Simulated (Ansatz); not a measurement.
# Ligand exchange: CH4O2Si + SiH2(GeH3)(SiH3) → Si2H4O2 + SiH2(CH3)(GeH3)

Gas-phase species: CH4O2Si `CO[Si]O`, singlet; SiH2(GeH3)(SiH3), singlet; Si2H4O2 `O[Si]O[SiH3]`, singlet; SiH2(CH3)(GeH3), singlet. The partners trade CH3 for SiH3: O–CH3 and Si–SiH3 bonds give way to O–SiH3 and Si–CH3.

Shapes, held fixed at every level: PBE0-D4/def2-TZVP. Flexible molecules stand in one conformer, not always the lowest. Programs: Ansatz 0.2.0. The zero-point and thermal change to 298 K, harmonic and unscaled (PBE0-D4/def2-TZVP), is -2.0 kJ/mol.

| level | kind | ΔH(298 K) (kJ/mol) | less CCSD(T)/def2-TZVPP |
| --- | --- | --- | --- |
| HF/def2-SVP | Hartree–Fock | -179.2 | +5.1 |
| r2SCAN-D4/def2-TZVPP | meta-GGA | -178.8 | +5.5 |
| BHLYP-D4/def2-TZVPP | global hybrid | -191.2 | -6.9 |
| PBE0-D4/def2-TZVPP | global hybrid | -167.9 | +16.4 |
| wB97M-V/def2-TZVPP | range-separated hybrid | -188.7 | -4.4 |
| B2PLYP/def2-TZVPP | double hybrid | -188.1 | -3.8 |
| CCSD/def2-SVP | coupled cluster or CI | -164.7 | +19.6 |
| CCSD(T)/def2-TZVPP | coupled cluster or CI | -184.3 | 0.0 |

The highest level, CCSD(T)/def2-TZVPP, gives ΔH(298 K) = -184.3 kJ/mol; the levels span -191.2 to -164.7. The column of differences is taken from that level and isn't an error. No measured value is set beside it here. Relativity is left out for Ge. Outer-core shells of Ge are correlated, in sets that cover them unevenly.

The exchange is strongly exothermic at every level, and the small thermal term shows that the driving force is almost wholly electronic. Both halves of the trade favour the products. Silicon's low electronegativity makes the O–Si bond more ionic and stronger than O–C, though longer, with added stabilisation from oxygen lone pairs delocalising into σ* orbitals on the silyl group. At the same time, a weak Si–Si bond between diffuse orbitals gives way to a stronger, more polar Si–C bond. The divalent silicon centre and the Si–Ge bond survive on both sides, so their contributions should largely cancel.

The sign is therefore secure, the magnitude less so. In the same small basis, going from Hartree–Fock to CCSD makes the reaction less exothermic, from -179.2 to -164.7 kJ/mol, so the closeness of Hartree–Fock to CCSD(T) probably reflects compensation between missing correlation and basis incompleteness. The exothermicity does not show that the exchange is kinetically accessible, since no pathway or barrier was computed.
